# Band filling and the refractive index below the gap: GaAs at 1.06 µm

Injected electrons and holes occupy states that took part in interband absorption. The blocked transitions lower $\alpha$ above the gap, and causality turns this into a lower index below the gap. I want that index change at a photon energy $E<E_g$, first for any occupation, then in the band-edge limit where only the densities enter. I also want to know how far that limit can be trusted for GaAs at 1.06 µm.

## 1. Conventions and premises

Fields vary as $e^{-i\omega t}$, and $E=\hbar\omega$. The relative permittivity is $\varepsilon=\varepsilon_1+i\varepsilon_2$, the complex index is $\tilde n=n+i\kappa=\sqrt\varepsilon$, and $\alpha=2\omega\kappa/c$ is the intensity absorption coefficient. Formulas are in SI form with $e>0$ and $m_0$ the free-electron mass; numbers are in eV, cm$^{-3}$ and µm. A $\Delta$ marks the change from the unexcited crystal. The electron density is $n_e$ and the hole density is $p=p_{hh}+p_{lh}$.

The premises are these.

1. The probe is weak, and the response to it is linear, local and causal.
2. The crystal is cubic with a direct gap. Carriers are independent particles, transitions conserve $\mathbf k$, and lines are unbroadened.
3. The conduction state is $|S\rangle$ times spin, and the valence states are built from $|X\rangle,|Y\rangle,|Z\rangle$ times spin, with zone-centre matrix element $|\langle S|p_x|X\rangle|^2=P^2=m_0E_p/2$. This defines the Kane energy $E_p$.
4. Injection changes occupations only. Band energies and matrix elements stay fixed.
5. Where a dispersion is needed, bands are isotropic and parabolic with masses $m_e$, $m_{hh}$, $m_{lh}$, $m_{so}$, and the occupations are Fermi functions with one quasi-Fermi level for electrons and one for holes. The split-off band, at $\Delta_{so}$ below the top of the valence band, holds no holes.
6. The change is small, $|\Delta\varepsilon|\ll|\varepsilon|$.

Section 8 gives the size of what premises 2 to 5 leave out.

## 2. The dispersion relation

Causality makes $\varepsilon(\omega)$ analytic for $\mathrm{Im}\,\omega>0$. In the unexcited, passive crystal $\varepsilon$ has no zeros there, so $\tilde n_0=\sqrt{\varepsilon}$ and $1/\tilde n_0$ are analytic as well. By premise 6,

$$\Delta\tilde n(\omega)=\frac{\Delta\varepsilon(\omega)}{2\tilde n_0(\omega)}.\tag{1}$$

At this order the separate mechanisms add, so I may take for $\Delta\varepsilon$ the interband part alone. It is analytic in the upper half plane, regular at $\omega=0$, and falls as $\omega^{-2}$. Then $\Delta\tilde n$ has the same three properties, whatever the sign of $\Delta\varepsilon_2$, so gain needs no special treatment.

I integrate $\Delta\tilde n(\omega')/(\omega'-\omega)$ along the real axis, pass above the pole on a small semicircle, and close in the upper half plane. No singularity is enclosed and the large arc vanishes. The small semicircle runs clockwise and gives $-i\pi\Delta\tilde n(\omega)$. Hence $\mathcal P\!\int\Delta\tilde n(\omega')\,d\omega'/(\omega'-\omega)=i\pi\Delta\tilde n(\omega)$, and the imaginary part of this equation is

$$\Delta n(\omega)=\frac1\pi\,\mathcal P\!\!\int_{-\infty}^{\infty}\frac{\Delta\kappa(\omega')}{\omega'-\omega}\,d\omega'.$$

Real fields require $\tilde n(-\omega)=\tilde n(\omega)^*$, so $\Delta\kappa$ is odd. Folding the negative half onto the positive half uses $1/(\omega'-\omega)+1/(\omega'+\omega)=2\omega'/(\omega'^2-\omega^2)$. With $2\omega'\Delta\kappa=c\,\Delta\alpha$ and $d\omega'/(\omega'^2-\omega^2)=\hbar\,dE'/(E'^2-E^2)$ I get the Kramers-Kronig relation

$$\Delta n(E)=\frac{\hbar c}{\pi}\,\mathcal P\!\!\int_0^\infty\frac{\Delta\alpha(E')}{E'^2-E^2}\,dE'.\tag{2}$$

The same contour applied to $\Delta\varepsilon$ gives

$$\Delta\varepsilon_1(E)=\frac2\pi\,\mathcal P\!\!\int_0^\infty\frac{E'\,\Delta\varepsilon_2(E')}{E'^2-E^2}\,dE'.\tag{3}$$

**Which background index enters.** Below the gap $\kappa_0=0$ and $\Delta\varepsilon_2=0$, so (1) and (3) give $\Delta n(E)=\Delta\varepsilon_1(E)/2n$ with $n=n_0(E)$, the index at the probe energy. Route (2) must agree, and it does if $\Delta\alpha$ is complete. From (1),

$$\Delta\kappa=\frac{n_0\,\Delta\varepsilon_2-\kappa_0\,\Delta\varepsilon_1}{2|\tilde n_0|^2}.$$

The second term is small at each energy, but it extends over the whole absorbing range of the crystal. If I drop it and take $\kappa_0\ll n_0$, then $\Delta\alpha=E'\Delta\varepsilon_2/\hbar c\,n_0(E')$, and (2) returns the index at the blocked energies in place of $n_0(E)$. With typical values 3.6 near the gap and 3.48 at the probe, the two differ by 3 %. The two routes coincide term by term if I write

$$\Delta\alpha(E')=\frac{E'\,\Delta\varepsilon_2(E')}{\hbar c\,n},\qquad n=n_0(E)\ \text{held constant},\tag{4}$$

because (2) with (4) is (3) divided by $2n$. I use (4) from here on.

## 3. The blocked absorption

Take $\boldsymbol{\mathcal E}=\mathcal E_0\hat{\mathbf e}\cos\omega t$, with vector potential of amplitude $\mathcal E_0/\omega$. The coupling $(e/m_0)\mathbf A\cdot\mathbf p$ has a component $e^{-i\omega t}$ of magnitude $(e\mathcal E_0/2m_0\omega)\,\hat{\mathbf e}\cdot\mathbf p$. The golden rule gives the same rate upward and downward for a pair of states $v,c$ at one $\mathbf k$,

$$w=\frac{2\pi}{\hbar}\Big(\frac{e\mathcal E_0}{2m_0\omega}\Big)^2|\hat{\mathbf e}\cdot\mathbf p_{cv}|^2\,\delta(E_{cv}-E).$$

The net upward weight is $f_v(1-f_c)-f_c(1-f_v)=f_v-f_c=1-f_e-f_h$, with $f_e=f_c$ and $f_h=1-f_v$. The absorbed power per volume, $(\hbar\omega/V)\sum w\,(1-f_e-f_h)$, equals $\tfrac12\varepsilon_0\varepsilon_2\omega\mathcal E_0^2$. Solving for $\varepsilon_2$ and subtracting the unexcited value, which is the term 1,

$$\Delta\varepsilon_2(E')=-\frac{\pi e^2\hbar^2}{\varepsilon_0m_0^2E'^2}\,\frac1V\sum_{\mathbf k}\sum_{c,v}|\hat{\mathbf e}\cdot\mathbf p_{cv}|^2\,[f_e+f_h]\,\delta(E_{cv}-E').\tag{5}$$

The change is linear in the occupations. Electrons and holes block independently, and nothing special happens where $f_e+f_h$ passes 1 and absorption turns into gain.

## 4. The matrix element

Each band is a doublet, so a band pair has four state pairs at each $\mathbf k$. I need $M_v=\sum|\hat{\mathbf e}\cdot\mathbf p_{cv}|^2$ over these four. The operator $\hat{\mathbf e}\cdot\mathbf p$ leaves spin alone and connects $|S\rangle$ to the single orbital $|\hat e\rangle=e_x|X\rangle+e_y|Y\rangle+e_z|Z\rangle$ with strength $P$. Therefore $M_v=P^2\sum_{s}\langle\hat e\,s|\Pi_v|\hat e\,s\rangle$, where $\Pi_v$ projects on the valence doublet.

In the spherical model the doublets have definite angular momentum along $\mathbf k$. With $Z$ and the spin axis along $\mathbf k$, one member of each doublet is

$$hh:\ -\frac{(X+iY)\!\uparrow}{\sqrt2},\qquad lh:\ -\frac{(X+iY)\!\downarrow}{\sqrt6}+\sqrt{\tfrac23}\,Z\!\uparrow,\qquad so:\ \frac{(X+iY)\!\downarrow+Z\!\uparrow}{\sqrt3},$$

and the time-reversed partner contributes equally. For $\hat{\mathbf e}=(\sin\theta,0,\cos\theta)$ the overlaps squared, summed over spin and doubled, are

$$M_{hh}=P^2\sin^2\theta,\qquad M_{lh}=P^2\big(\tfrac13\sin^2\theta+\tfrac43\cos^2\theta\big),\qquad M_{so}=\tfrac23P^2.$$

They add to $2P^2$, as completeness demands. The occupations are isotropic, so I average over the direction of $\mathbf k$ with $\langle\sin^2\theta\rangle=2/3$ and $\langle\cos^2\theta\rangle=1/3$:

$$\langle M_{hh}\rangle=\langle M_{lh}\rangle=M_{so}=\tfrac23P^2=2\times\frac{m_0E_p}{6}.\tag{6}$$

This does not depend on the spherical model. Summing $M_v$ over three orthogonal polarisations gives $P^2\,\mathrm{Tr}\,\Pi_v=2P^2$ for any doublet made of the six $p$-like states. Occupations and energies have cubic symmetry, and a second-rank tensor with cubic symmetry is isotropic, so each polarisation receives one third. Warping and mixing among the valence bands leave (6) intact. Only admixture of $S$ and of remote bands changes it.

I keep the factor 2 of (6) with the $\mathbf k$ sum, since $(2/V)\sum_{\mathbf k}f$ is the density of carriers in a doubly degenerate band. For parabolic bands the joint density of states, factor 2 included, is

$$g_v(E')=\frac1{2\pi^2}\Big(\frac{2\mu_v}{\hbar^2}\Big)^{3/2}\sqrt{E'-E_{g,v}},\qquad\frac1{\mu_v}=\frac1{m_e}+\frac1{m_v},$$

with $E_{g,hh}=E_{g,lh}=E_g$ and $E_{g,so}=E_g+\Delta_{so}$. Equations (4) to (6) then give

$$\Delta\alpha(E')=-\frac{\pi e^2\hbar E_p}{6nc\,\varepsilon_0m_0E'}\sum_vg_v(E')\,[f_e+f_{h,v}].\tag{7}$$

## 5. The index change

For $E<E_g$ the denominator in (2) never vanishes where $\Delta\alpha\ne0$, and the principal value sign can go. Inserting (7) in (2), the factors $\pi$ and $c$ cancel. Define

$$K(E')=\frac1{E'(E'^2-E^2)}.$$

Since $\int g_v(E')\,f\,K(E')\,dE'=(2/V)\sum_{\mathbf k}fK$ is a density times the average of $K$ over those carriers,

$$\Delta n(E)=-\frac{\hbar^2e^2E_p}{6n\varepsilon_0m_0}\Big[n_e\langle K\rangle_{e,hh}+n_e\langle K\rangle_{e,lh}+n_e\langle K\rangle_{e,so}+p_{hh}\langle K\rangle_{hh}+p_{lh}\langle K\rangle_{lh}\Big].\tag{8}$$

Here $\langle K\rangle_{e,v}$ is the mean over electrons of $K$ at the energy of the $v\to c$ transition that the electron blocks, and $\langle K\rangle_v$ is the same for holes in band $v$. An electron at $\mathbf k$ blocks transitions from all three valence bands. A hole blocks only those from its own band.

**Band-edge limit.** If the blocked transitions lie close enough to their thresholds, $K$ comes out of the averages. The heavy-hole channel carries $n_e+p_{hh}$ and the light-hole channel $n_e+p_{lh}$, together $2n_e+p$:

$$\boxed{\Delta n_{hh+lh}(E)=-\frac{\hbar^2e^2E_p\,(2n_e+p)}{6\,n\,\varepsilon_0m_0\,E_g\,(E_g^2-E^2)}}\tag{9}$$

The split-off channel adds

$$\Delta n_{so}(E)=-\frac{\hbar^2e^2E_p\,n_e}{6n\varepsilon_0m_0\,E_{so}(E_{so}^2-E^2)},\qquad E_{so}=E_g+\Delta_{so}.\tag{10}$$

No mass, temperature or statistics appears in (9) and (10). They count oscillator strength: each carrier removes a fixed amount per channel.

**A check on the factor, and what else a carrier does.** Time-dependent perturbation theory with the coupling $(e/m_0)\mathbf A\cdot\mathbf p+e^2A^2/2m_0$ assigns to an electron in state $c$ the susceptibility

$$\chi_c=-\frac{\hbar^2e^2}{\varepsilon_0m_0E^2V}\Big[1-\frac2{m_0}\sum_j|\hat{\mathbf e}\cdot\mathbf p_{cj}|^2\frac{E_j-E_c}{(E_j-E_c)^2-E^2}\Big].$$

Pauli factors cancel between pairs of occupied states, so adding an electron adds $\chi_c$. At the band bottom each valence band contributes $m_0E_p/6$ per conduction state, with $E_j-E_c=-E_{g,v}$. The bracket is then $1+(E_p/3)\sum_vE_{g,v}/(E_{g,v}^2-E^2)$, apart from remote bands. The identity

$$\frac{E_g}{E_g^2-E^2}=\frac1{E_g}+\frac{E^2}{E_g(E_g^2-E^2)}$$

splits it in two. The first pieces build $1+(E_p/3)\sum_v1/E_{g,v}$, which is the $\mathbf k\cdot\mathbf p$ expression for $m_0/m_e$ and gives the Drude term. The second pieces give $\Delta\varepsilon_1=-(\hbar^2e^2n_eE_p/3\varepsilon_0m_0)\sum_vK(E_{g,v})$. Divided by $2n$, these are the electron terms of (9) and (10). So the factor $1/6$ is confirmed, and band filling and the Drude term with the band mass add without double counting.

## 6. When $K$ may leave the average

What matters is the energy of the blocked transition, which differs from the kinetic energy of the carrier. A carrier of mass $m$ and kinetic energy $\epsilon=\hbar^2k^2/2m$ blocks the transition at

$$E'=E_{g,v}+\frac{\hbar^2k^2}{2\mu_v}=E_{g,v}+s\,\epsilon,\qquad s=\frac m{\mu_v}.\tag{11}$$

For an electron $s=1+m_e/m_v$. For a hole $s=1+m_v/m_e$, which is large for heavy holes: they spread far out in $\mathbf k$, where the light conduction band has risen steeply.

Since $\ln K=-\ln E'-\ln(E'-E)-\ln(E'+E)$, the first-order expansion about the edge is

$$\langle K\rangle\simeq K(E_g)\,\big[1-L\,s\langle\epsilon\rangle\big],\qquad L=\frac1{E_g}+\frac1{E_g-E}+\frac1{E_g+E}.\tag{12}$$

The condition for (9) is $L\,s\langle\epsilon\rangle\ll1$ for every carrier group with appreciable density. For nondegenerate carriers $\langle\epsilon\rangle=\tfrac32k_BT$, and for a fully degenerate band $\langle\epsilon\rangle=\tfrac35E_F$. As $L>1/(E_g-E)$, the detuning must be large against $(1+m_{hh}/m_e)k_BT$ and against the Fermi energies scaled by $s$. Smallness of $k_BT/(E_g-E)$ is necessary and is far from sufficient.

For $E'>E$, $\ln K$ is decreasing and convex, and so $K$ is decreasing and convex. The first property bounds the average from above and Jensen's inequality bounds it from below:

$$K(E_g+s\langle\epsilon\rangle)\le\langle K\rangle\le K(E_g).\tag{13}$$

Within the premises, (9) is an upper bound on the magnitude of the heavy- and light-hole blocking.

For Fermi statistics, with $x=\epsilon/k_BT$ and $\eta$ the quasi-Fermi level in units of $k_BT$ measured into the band,

$$\langle K\rangle=\frac{\int_0^\infty\sqrt x\,K(E_{g,v}+sk_BTx)\,[1+e^{x-\eta}]^{-1}dx}{\int_0^\infty\sqrt x\,[1+e^{x-\eta}]^{-1}dx}.\tag{14}$$

The Boltzmann limit has a closed form. Partial fractions give

$$K(E')=\frac1{E^2}\Big[\frac1{2(E'-E)}+\frac1{2(E'+E)}-\frac1{E'}\Big].\tag{15}$$

I need $\phi(y)=(2/\sqrt\pi)\int_0^\infty\sqrt x\,e^{-x}dx/(x+y)$. With $x=t^2$ and $t^2/(t^2+y)=1-y/(t^2+y)$, and the standard integral $\int_0^\infty e^{-t^2}dt/(t^2+y)=(\pi/2\sqrt y)\,e^y\,\mathrm{erfc}\sqrt y$,

$$\phi(y)=2\big[1-\sqrt{\pi y}\,e^y\,\mathrm{erfc}\sqrt y\big],\qquad\langle K\rangle=\frac{\tfrac12\phi(y_-)+\tfrac12\phi(y_+)-\phi(y_0)}{E^2\,sk_BT},\tag{16}$$

with $y_\pm=(E_g\pm E)/sk_BT$ and $y_0=E_g/sk_BT$. For large $y$, $\phi\to1/y$, and (16) returns $K(E_g)$.

## 7. GaAs at 1.06 µm

I take typical room-temperature inputs: $E_g=1.424$ eV, $\Delta_{so}=0.341$ eV, $m_e=0.067$, $m_{hh}=0.50$, $m_{lh}=0.082$, $m_{so}=0.15$ in units of $m_0$, $E_p\approx26$ eV, $n\approx3.48$. The temperature is 300 K and the injection is $n_e=p=N=10^{18}$ cm$^{-3}$.

The photon energy is $E=hc/\lambda=1.1697$ eV, the detuning $E_g-E=254$ meV, and $k_BT=25.85$ meV. At the thresholds $K(E_g)=1.065$ eV$^{-3}$ and $K(E_{so})=0.324$ eV$^{-3}$, and $L=5.02$ eV$^{-1}$.

The effective densities of states $2(mk_BT/2\pi\hbar^2)^{3/2}$ are $N_c=4.35\times10^{17}$ cm$^{-3}$ and, for both hole bands together, $N_v=9.46\times10^{18}$ cm$^{-3}$. The hole bands share one $\eta$, so they divide $p$ as $m^{3/2}$: a fraction 0.938 heavy and 0.062 light. Solving $N=N_{c,v}\mathcal F_{1/2}(\eta)$, with $\mathcal F_{1/2}(\eta)=(2/\sqrt\pi)\int_0^\infty\sqrt x\,dx/(1+e^{x-\eta})$, gives $\eta_e=1.62$ and $\eta_h=-2.21$. The electron quasi-Fermi level lies 42 meV inside the band. The sum $(\eta_e+\eta_h)k_BT=-15$ meV says that the quasi-Fermi separation is just short of $E_g$, so the medium is slightly below transparency.

The prefactor follows from $\hbar^2e^2N/\varepsilon_0m_0=1.379\times10^{-3}$ eV$^2$:

$$C=\frac{\hbar^2e^2NE_p}{6n\varepsilon_0m_0}=1.717\times10^{-3}\ \text{eV}^3.$$

The band-edge formula (9) gives $\Delta n_{hh+lh}=-3CK(E_g)=-5.5\times10^{-3}$.

The plain ratios look harmless: $k_BT/(E_g-E)=0.10$ and $E_{F,e}/(E_g-E)=0.16$. The averages (14), done by quadrature, tell otherwise.

| carriers, channel | density$/N$ | $s$ | $s\langle\epsilon\rangle$ (meV) | $\langle K\rangle$ (eV$^{-3}$) | $\langle K\rangle/K(E_g)$ | $\Delta n$ ($10^{-3}$) |
|---|---|---|---|---|---|---|
| electrons, hh | 1 | 1.13 | 61 | 0.822 | 0.772 | −1.41 |
| electrons, lh | 1 | 1.82 | 98 | 0.725 | 0.681 | −1.24 |
| heavy holes | 0.938 | 8.46 | 334 | 0.436 | 0.409 | −0.70 |
| light holes | 0.062 | 2.22 | 88 | 0.758 | 0.712 | −0.08 |
| electrons, so | 1 | 1.45 | 78 | 0.270 | 0.254 | −0.46 |

The three figures belong to the model integrals; the physics supports two at most. The expansion parameter $Ls\langle\epsilon\rangle$ is 0.31 and 0.49 for the two electron channels and 1.7 for the heavy holes, whose mean blocked transition lies farther above the gap than the probe lies below it. For that row the bounds (13) read $0.330\le0.436\le1.065$, and the Boltzmann form (16) gives 0.442, so the slight hole degeneracy matters little.

The first four rows sum to $\Delta n_{hh+lh}=-3.4\times10^{-3}$. The band-edge formula is larger in magnitude by a factor 1.6. With the split-off row,

$$\Delta n_{\rm bf}\approx-3.9\times10^{-3},$$

which is $-3.9\times10^{-21}$ cm$^3$ per injected pair at this density, or a phase $2\pi\Delta n\,\ell/\lambda=-2.3$ rad over $\ell=100$ µm. Everything scales with $E_p$, and values from about 23 to 29 eV are in use, a spread of ±12 %.

## 8. What was left out, and how large it is

**Nonparabolicity and the $k$ dependence of the matrix element.** The heavy-hole row is the exposed one. In a two-level model with $S$ at $E_g$, one $p$ orbital at 0 and coupling $W\propto k$, the upper eigenvalue $E_g+\epsilon_c$ obeys $\epsilon_c(E_g+\epsilon_c)=W^2$. The parabolic energy is $\epsilon_{\rm par}=W^2/E_g$, and the $S$ weight of the state is $(E_g+\epsilon_c)/(E_g+2\epsilon_c)$. The mean heavy hole has $\epsilon_{\rm par}=(m_{hh}/m_e)\langle\epsilon\rangle=0.295$ eV, which becomes $\epsilon_c=0.251$ eV. The lower transition energy raises $K$ by a factor 1.13. The heavy-hole state couples only to the $S$ part, whose weight is 0.87. The product is 0.98. The two effects nearly cancel and I leave the table as it is.

**Intraband response.** The Drude pieces of section 5 give

$$\Delta n_D=-\frac{\hbar^2e^2}{2n\varepsilon_0m_0E^2}\Big[n_e\frac{m_0}{m_e}+p\,\gamma\Big],\qquad\frac{\hbar^2e^2N}{2n\varepsilon_0m_0E^2}=1.448\times10^{-4}.$$

The electrons contribute $-2.2\times10^{-3}$. For holes, the population-weighted inverse band mass is $\gamma=2.63$, and the total would be $-2.5\times10^{-3}$. That omits transitions between the valence bands. In the spherical Luttinger model $H=(\hbar^2/2m_0)[(\gamma_1+\tfrac52\bar\gamma)k^2-2\bar\gamma(\mathbf k\cdot\mathbf J)^2]$ with $J=3/2$, so that $m_0/m_{hh,lh}=\gamma_1\mp2\bar\gamma$. A probe far above the heavy-light splitting responds to the expectation value of $\partial^2H/\partial k_i^2$ alone, because the terms between the two bands carry $\Delta E/(\Delta E^2-E^2)$ and drop out for $\Delta E\ll E$. Averaged over directions this is $(\hbar^2/m_0)[\gamma_1+\tfrac52\bar\gamma-\tfrac23\bar\gamma J(J+1)]=(\hbar^2/m_0)\gamma_1$. The mean parabolic splitting here is 0.20 eV, well below $E$. With $\gamma=\gamma_1=\tfrac12(m_0/m_{hh}+m_0/m_{lh})=7.10$ the holes give $-1.0\times10^{-3}$ and $\Delta n_D\approx-3.2\times10^{-3}$. This has the same sign and nearly the same size as band filling, and the two sum to about $-7.1\times10^{-3}$.

**Coulomb interaction, unscreened mean field.** For one band pair and the resonant term only, the interband polarisation obeys $(E_k-E)\psi_k=(1-f_k)(d+\sum_{k'}V_{k-k'}\psi_{k'})$, with $f=f_e+f_h$, $d$ the dipole coupling, $V_q=e^2/\varepsilon_0\varepsilon_bVq^2$ and $\chi\propto\sum_kd\,\psi_k$. In matrix form, with $G=\mathrm{diag}[1/(E_k-E)]$ and $D=(1-VG)^{-1}d$, the first-order change obeys $\delta\psi=-fGD+GV\delta\psi$. As $V$ and $G$ are symmetric, $d^T(1-GV)^{-1}=D^T$, and $\delta\chi\propto-\sum_kf_kD_k^2/(E_k-E)$. To first order $D_k=d(1+\Lambda_k)$ with $\Lambda_k=\sum_{k'}V_{k-k'}/(E_{k'}-E)$. Set $\delta=E_g-E=\hbar^2\kappa_d^2/2\mu$. In real space $1/(k^2+\kappa_d^2)$ becomes $e^{-\kappa_dr}/4\pi r$; multiplying by the Coulomb potential and transforming back uses $\int_0^\infty e^{-\kappa_dr}\sin(kr)\,dr/kr=\arctan(k/\kappa_d)/k$, so

$$\Lambda_k=\Lambda_0\,\frac{\arctan(k/\kappa_d)}{k/\kappa_d},\qquad\Lambda_0=2\sqrt{R^*/\delta},\qquad R^*=\frac{\mu}{m_0\varepsilon_b^2}\,\mathrm{Ry}.$$

A carrier at $k'\to0$ also lowers every $E_k$ by the exchange energy $V_k$, which adds $+d^2\sum_kV_k/(E_k-E)^2=-d^2\,\partial\Lambda_0/\partial\delta=d^2\Lambda_0/2\delta$. Relative to the free blocking $-d^2/\delta$, the net factor is $1+2\Lambda_0-\tfrac12\Lambda_0=1+\tfrac32\Lambda_0$. The detuning far exceeds the optical phonon energy, typically 36 meV, so I use the typical high-frequency $\varepsilon_b\approx10.9$. With $\mu_{hh}=0.0591\,m_0$, $R^*=6.8$ meV, $\Lambda_0=0.33$ and $\tfrac32\Lambda_0=0.49$. For the mean heavy hole $\Lambda_k$ is 0.24. The unscreened interaction thus strengthens the blocking by up to about one half, and $\Lambda_0$ is too large for the first order to fix more than that rough size.

**Gap narrowing with screening.** A rigid shift $\delta E_g$ of both parabolic edges changes the index by $(C/N)\,\delta E_g\sum_v\int g_v\,K'\,d\epsilon$. Integrating by parts, with $g_v=G_v\sqrt\epsilon$, (15), and $\int_0^\infty d\epsilon/[2\sqrt\epsilon\,(a+\epsilon)]=\pi/2\sqrt a$,

$$\Delta n_{\rm shift}=-\frac CN(G_{hh}+G_{lh})\,\mathcal I\,\delta E_g,\qquad\mathcal I=\frac\pi{2E^2}\Big[\frac1{2\sqrt{E_g-E}}+\frac1{2\sqrt{E_g+E}}-\frac1{\sqrt{E_g}}\Big].$$

Here $\mathcal I=0.533$ eV$^{-7/2}$ and $G_{hh}+G_{lh}=1.46\times10^{20}$ cm$^{-3}$eV$^{-3/2}$, which gives $+1.3\times10^{-3}$ per 10 meV of narrowing. A narrowing of roughly 30 meV, typical at this density, would give $+4.0\times10^{-3}$, enough to cancel $\Delta n_{\rm bf}$. This number only marks a scale. It contains the exchange shift estimated above, so the two estimates must not be added. The screening that narrows the gap also weakens the electron-hole attraction, which moves oscillator strength back to higher energy and lowers the index below the gap, and a rigid shift omits this. The Coulomb terms are each as large as band filling, they have opposite signs, and their sum is not determined by these notes.

**Broadening.** Dephasing widths of order 10 meV are small against 254 meV and can be ignored here. Within a few linewidths of the edge they cannot.

## 9. Range of validity

Relation (2) holds for any small causal change, with gain or without. Used with the approximate absorption change (4), it requires the background index at the probe energy.

Result (8) holds for independent carriers, for a probe below the gap by many linewidths, and for blocked transitions within a few hundred meV of the edge, where section 8 shows the parabolic model with constant $E_p$ to be adequate. It needs no assumption on degeneracy.

Result (9) needs in addition $L\,s\langle\epsilon\rangle\ll1$ for each carrier group, with $L$ from (12) and $s$ from (11), and otherwise it overestimates the magnitude, by (13). At $L=5.02$ eV$^{-1}$, keeping the first-order term below 0.1 requires $T$ below about 18 K for nondegenerate heavy holes. For degenerate electrons at $T=0$ in the light-hole channel, $\tfrac35L\hbar^2k_F^2/2\mu_{lh}<0.1$ with $n_e=k_F^3/3\pi^2$ requires $n_e$ below about $1.9\times10^{17}$ cm$^{-3}$. Longer wavelengths do not rescue the hole term at 300 K: as $E\to0$, $L\to3/E_g$, and $\tfrac32Lsk_BT$ is still 0.69 for heavy holes. The split-off term (10) must be added whenever $\Delta_{so}$ is not large against the detuning; at the thresholds it is 0.30 of one electron channel of (9).

For GaAs at 1.06 µm, 300 K and $10^{18}$ cm$^{-3}$, (9) gives $-5.5\times10^{-3}$, the same two channels with the carriers at their actual wavevectors give $-3.4\times10^{-3}$, and the split-off channel brings the free-particle band filling to $-3.9\times10^{-3}$. The intraband term of about $-3.2\times10^{-3}$ and Coulomb terms of comparable size and both signs come on top of it.